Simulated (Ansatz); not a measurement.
## A series in volume scale on Ga3Cu

Free energy against uniform scaling of the volume at fixed shape and fractions; periodic cell, basis, potentials, k mesh and filling as listed. The results are calculated, by Ansatz 0.2.0.

The cell before it is scaled or strained (space group Pm-3m, No. 221):
```
cell vectors (Å)
   4.0353     0.0000     0.0000
   0.0000     4.0353     0.0000
   0.0000     0.0000     4.0353
atoms (fractions of the cell vectors)
Ga  0.00000  0.50000  0.50000
Ga  0.50000  0.00000  0.50000
Ga  0.50000  0.50000  0.00000
Cu  0.00000  0.00000  0.00000
```

Settings of every row: functional LDA; dispersion none; potentials PAW; wave cutoff 639.47 eV; density cutoff 5115.7 eV; k mesh 6x6x6; k shift 0x0x0; occupations methfessel paxton; smearing width 0.02 eV; spin none.

Limits: coarse k mesh, up to 40 meV an atom off; minimum outside the range; the cell comes from a prototype or a list of computed structures and needn't be the stable phase.

```
row  volume scale  V (Å³/atom)  energy above lowest point (meV/atom)
  1          0.92       15.113                                     0
  2        0.9467       15.552                                   5.7
  3        0.9733       15.989                                    16
  4             1       16.427                                  31.3
  5        1.0267       16.866                                  50.6
  6        1.0533       17.303                                     ?
  7          1.08       17.742                                    99
```

Question: what energy above lowest point should row 6 give?

Worked fit of energy above lowest point. Take u = (V_r/V)^(2/3) − 1 with V_r = 16.208 Å³ an atom, which is twice the finite (Eulerian) strain; such expansions in the strain, on which the Birch-Murnaghan equation of state is built, carry the rest volume and the bulk modulus. The shown rows have u = 0.04774, 0.02793, 0.00911, -0.00891, -0.02618, -0.05851. Least squares give energy above lowest point = 23.18 − 848.1 × u + 7644 × u² meV/atom; a straight line predicts inner rows, each left out in turn, worse (root mean square 8.5 against 0.19 meV/atom). The rows lie off it by -0.1, 0.2, -0.1, 0.0, 0.0, 0.0. The withheld row has u = -0.04265, so the fit gives 23.18 − 848.1 × (-0.04265) + 7644 × (-0.04265)² = 73.3 meV/atom.

The calculation gave 73.4 meV/atom. The fit lies 0.1 meV/atom (0.1 % of the column's range) below it, one unit of the last digit.
